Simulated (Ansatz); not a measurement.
## TiW: pressure against volume scale

Free energy against uniform scaling of the volume at fixed shape and fractions; periodic cell, basis, potentials, k mesh and filling as listed. The results are calculated, by Ansatz 0.2.0.

The cell before it is scaled or strained (space group Cmmm, No. 65):
```
cell vectors (Å)
   1.5937    -2.2546     0.0000
   1.5937     2.2546     0.0000
   0.0000     0.0000     4.4681
atoms (fractions of the cell vectors)
Ti  0.00000  0.00000  0.00000
W   0.50000  0.50000  0.50000
```

Settings of every row: functional LDA; dispersion none; potentials PAW; wave cutoff 462.59 eV; density cutoff 1850.4 eV; k mesh 11x11x7; k shift 0x0x0; occupations fermi dirac; smearing width 0.1 eV; spin none.

Limits: coarse k mesh, up to 40 meV an atom off; no spin-orbit coupling, which can matter with elements this heavy; the cell comes from a prototype or a list of computed structures and needn't be the stable phase.

```
row  volume scale  V (Å³/atom)  pressure (GPa)  energy above lowest point (meV/atom)
  1          0.94       15.091               ?                                     ?
  2          0.96       15.412           -2.32                                   0.1
  3          0.98       15.733            -6.5                                     9
  4             1       16.055          -10.27                                  25.8
  5          1.02       16.376          -13.67                                  49.9
  6          1.04       16.697          -16.75                                  80.4
  7          1.06       17.018          -19.52                                 116.8
```

Question: what pressure should row 1 give?

Worked fit of pressure. Take u = (V_r/V)^(2/3) − 1 with V_r = 16.215 Å³ an atom, which is twice the finite (Eulerian) strain; such expansions in the strain, on which the Birch-Murnaghan equation of state is built, carry the rest volume and the bulk modulus. The shown rows have u = 0.03444, 0.02032, 0.00663, -0.00657, -0.01934, -0.03171. Least squares give pressure = −12.011 + 258.06 × u + 672.6 × u² GPa; a straight line predicts inner rows, each left out in turn, worse (root mean square 0.28 against 0.0096 GPa). The rows lie off it by 0.01, -0.01, 0.00, 0.01, 0.00, 0.00. The withheld row has u = 0.04906, so the fit gives −12.011 + 258.06 × (0.04906) + 672.6 × (0.04906)² = 2.27 GPa.

The calculation gave 2.31 GPa. The fit lies 0.04 GPa (1.7 % of the value, 0.18 % of the column's range) below it; its largest miss of a shown row is 0.01 GPa. This row lies beyond the range of the fit.

The other values of row 1: energy above lowest point 0 meV/atom.
